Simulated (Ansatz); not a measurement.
**PH2F (phosphinous fluoride(8ci,9ci)): the energy, rung by rung**

PH2F has 4 atoms, charge 0, and is taken as a singlet. As SMILES, `FP`. The coordinates come from a GFN2-xTB relaxation.

```xyz
4

F     1.1605    0.6688   -0.2227
P    -0.0720   -0.3691   -0.4797
H    -1.0539    0.5743   -0.1296
H    -0.0346   -0.8740    0.8319
```

Quantity: the energy change with the P2–H3 bond stretched from 1.406 to 2.109 Å, in eV. The values are calculated.

| level | kind | program | value (eV) | less FCI/STO-3G |
| --- | --- | --- | --- | --- |
| BLYP/STO-3G (restricted) | GGA | Ansatz | 2.00 | -0.26 |
| BHLYP/STO-3G (restricted) | global hybrid | Ansatz | 2.99 | +0.73 |
| PBE0/STO-3G (restricted) | global hybrid | Ansatz | 2.61 | +0.35 |
| r2SCAN0/STO-3G (restricted) | hybrid meta-GGA | Ansatz | 2.76 | +0.50 |
| HSE06/STO-3G (restricted) | range-separated hybrid | Ansatz | 2.60 | +0.34 |
| RPA@PBE/STO-3G (restricted) | RPA | Ansatz | 2.29 | +0.03 |
| CCSD(T)/STO-3G (restricted) | coupled cluster or CI | Ansatz | 2.27 | +0.01 |
| CCSDT/STO-3G (restricted) | coupled cluster or CI | Ansatz | 2.26 | 0.00 |
| FCI/STO-3G | exact in the basis | Ansatz | 2.26 | 0.00 |

FCI/STO-3G is exact within its basis and frozen core, so for wave-function methods in that basis the difference is their error; functionals converge differently with the basis, so for them it is only a difference. The first shape isn't each level's own minimum. The values span 2.00 to 2.99 eV. All rows use very small basis sets, so none should be taken for the real molecule's value.

Stretching the P–H bond weakens the overlap between the phosphorus orbital, largely 3p in character, and hydrogen 1s. The σ and σ* levels move together, and left-right correlation grows as the electron pair begins to separate. A restricted single determinant keeps too much ionic character in this regime, so the energy rise tests how each method treats the stretched pair.

CCSDT matches FCI to the printed precision and CCSD(T) differs by only 0.01 eV, so the closed-shell reference is still a workable starting point at 2.109 Å. Among the functionals, BLYP gives the smallest rise and BHLYP the largest, probably because exact exchange removes part of the left-right correlation that semilocal exchange mimics. The exchange fraction isn't the whole story, however, as r2SCAN0 lies above PBE0 at the same nominal fraction. PBE0 and HSE06 nearly coincide, which suggests that long-range exchange matters little for this local distortion. The agreement at this one stretched geometry doesn't establish that perturbative triples or RPA would remain reliable towards full dissociation.
